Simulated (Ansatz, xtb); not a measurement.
# Two structures of CH2AlS

We compare I, a doublet given by its coordinates, with II, `[CH2]1[Al][S]1`, a doublet. Both are isolated molecules in the gas phase, relaxed with B3LYP-D3(BJ)/def2-SVP.

I (Å):

| atom | x (Å) | y (Å) | z (Å) |
| --- | --- | --- | --- |
| C | -1.4839 | 0.7395 | -0.7145 |
| Al | 0.3255 | 1.0949 | -1.1886 |
| S | 2.2400 | 1.4711 | -1.6899 |
| H | -1.7900 | -0.1257 | -0.1126 |
| H | -2.3225 | 1.3799 | -1.0162 |

Close contacts (Å): C1–Al2 1.90, Al2–S3 2.01, C1–H4 1.10, C1–H5 1.10.

II (Å):

```yaml
atoms:
  - { symbol: C, position_ang: [-0.9967, 0.8281, -1.0552] }
  - { symbol: Al, position_ang: [-0.0216, 2.0570, 0.1179] }
  - { symbol: S, position_ang: [0.9144, 0.5298, -1.0909] }
  - { symbol: H, position_ang: [-1.3856, 1.1446, -2.0316] }
  - { symbol: H, position_ang: [-1.5445, -0.0375, -0.6611] }
```

Energies in hartree; the thermal terms are from B3LYP-D3(BJ)/def2-SVP harmonic frequencies (ideal gas, rigid rotor, one conformer each, 298.15 K, 1 atm) and include the zero-point energy:

```
                               I           II
E, CCSD(T)/def2-TZVP  −678.924082  −678.915118
   zero-point energy     0.023921     0.026610
        H(298 K) − E     0.029607     0.031294
        G(298 K) − E    −0.002817    −0.000409
```

**Question.** Work out ΔE, ΔE₀, ΔH and ΔG for I → II in kJ/mol (1 Eh = 2625.50 kJ/mol) and the equilibrium ratio [II]/[I].

**Answer.** 1. ΔE = −678.915118 − (−678.924082) = +0.008964 Eh = +23.53 kJ/mol.
2. ΔE₀ = ΔE + ΔZPE = +0.008964 + (+0.002689) Eh = +30.59 kJ/mol.
3. ΔH = ΔE + (+0.001687) Eh = +27.96 kJ/mol.
4. ΔG = ΔE + (+0.002408) Eh = +29.86 kJ/mol, so ΔS = (ΔH − ΔG)/T = −6.3 J/(mol K).
5. kT = 0.9442 mEh, so K = [II]/[I] = exp(−ΔG/kT) = exp(−12.04) ≈ 5.9 × 10^−6.

Structure I is favoured at this temperature. An error of 4 kJ/mol in ΔG would change K by a factor of 5. Mirror images and further conformers aren't counted.

Other levels gave ΔE = +75.4 (GFN2-xTB); +8.2 (HF/STO-3G, GFN2-xTB geometries); +31.2 (r2SCAN-D4/def2-SVP, GFN2-xTB geometries); +32.5 (B3LYP-D3(BJ)/def2-SVP); +65.3 (HF/def2-TZVP); +14.4 (MP2/def2-TZVP) kJ/mol. Open shells are spin-unrestricted. The correlated steps freeze 11 core orbitals. Programs: Ansatz 0.2.0, xtb 6.7.1.

The open chain I lies below the ring II at every level listed, though the gap varies widely. Its planar CH2 group, nearly linear C–Al–S unit and short Al–S contact suggest a carbon-centred radical attached to a multiply bonded Al–S unit, formally Al(III). Closing the ring gains a C–S bond but gives up Al–S π bonding and probably moves the unpaired electron to aluminium, formally Al(II). The acute angles add strain, and the C–S distance in II is long for a single bond, so the new bond repays only part of the cost.

Zero-point energy widens the gap because ring closure replaces soft bending motion with stiffer skeletal modes; the same stiffening fits the small entropy loss. Correlation works the other way, cutting the preference for I from +65.3 kJ/mol in HF to +23.53 kJ/mol in CCSD(T). The preference is thermodynamic: without a ring-opening barrier, the lifetime of II remains unknown.
